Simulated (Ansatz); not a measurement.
Ta₃Sb: the change of energy above lowest point with volume scale

Free energy against uniform scaling of the volume at fixed shape and fractions; periodic cell, basis, potentials, k mesh and filling as listed. The results are calculated, by Ansatz 0.2.0.

The cell before it is scaled or strained (space group Pm-3n, No. 223):
```
cell vectors (Å)
   5.2650     0.0000     0.0000
   0.0000     5.2650     0.0000
   0.0000     0.0000     5.2650
atoms (fractions of the cell vectors)
Ta  0.25000  0.00000  0.50000
Ta  0.50000  0.75000  0.00000
Ta  0.75000  0.00000  0.50000
Ta  0.50000  0.25000  0.00000
Ta  0.00000  0.50000  0.75000
Ta  0.00000  0.50000  0.25000
Sb  0.00000  0.00000  0.00000
Sb  0.50000  0.50000  0.50000
```

Settings of every row: functional r2SCAN; dispersion D3(BJ)+ATM; accuracy low; potentials PAW; wave cutoff 600 eV; density cutoff 2400 eV; k mesh 5x5x5; k shift 0x0x0; occupations cold; smearing width 0.1 eV; spin none.

Limits: coarse k mesh, up to 40 meV an atom off; loose SCF threshold; no spin-orbit coupling, which can matter with elements this heavy.

```csv
row,volume scale,V (Å³/atom),energy above lowest point (meV/atom)
1,0.94,17.149,38.5
2,0.96,17.514,14.8
3,0.98,17.879,2.4
4,1,18.243,0
5,1.02,18.608,?
6,1.04,18.973,21.5
7,1.06,19.338,43.7
```

Question: what energy above lowest point should row 5 give?

Worked fit of energy above lowest point. Take u = (V_r/V)^(2/3) − 1 with V_r = 18.061 Å³ an atom, which is twice the finite (Eulerian) strain; such expansions in the strain, on which the Birch-Murnaghan equation of state is built, carry the rest volume and the bulk modulus. The shown rows have u = 0.03515, 0.02071, 0.00677, -0.00666, -0.03231, -0.04452. Least squares give energy above lowest point = 0 + 174.1 × u + 26091 × u² + 3067 × u³ meV/atom; a parabola predicts inner rows, each left out in turn, worse (root mean square 0.061 against 0.037 meV/atom). All shown rows lie on it to the printed digit. Its lowest point lies at u = -0.0033, or V = 18.15 Å³ an atom, and the curvature there gives the bulk modulus at fixed shape and fractions, B = (4/9)(1 + u)² E″(u)/V = 203 GPa. The withheld row has u = -0.01969, so the fit gives 0 + 174.1 × (-0.01969) + 26091 × (-0.01969)² + 3067 × (-0.01969)³ = 6.7 meV/atom.

The calculation gave 6.7 meV/atom. The fit meets it to the printed digit.
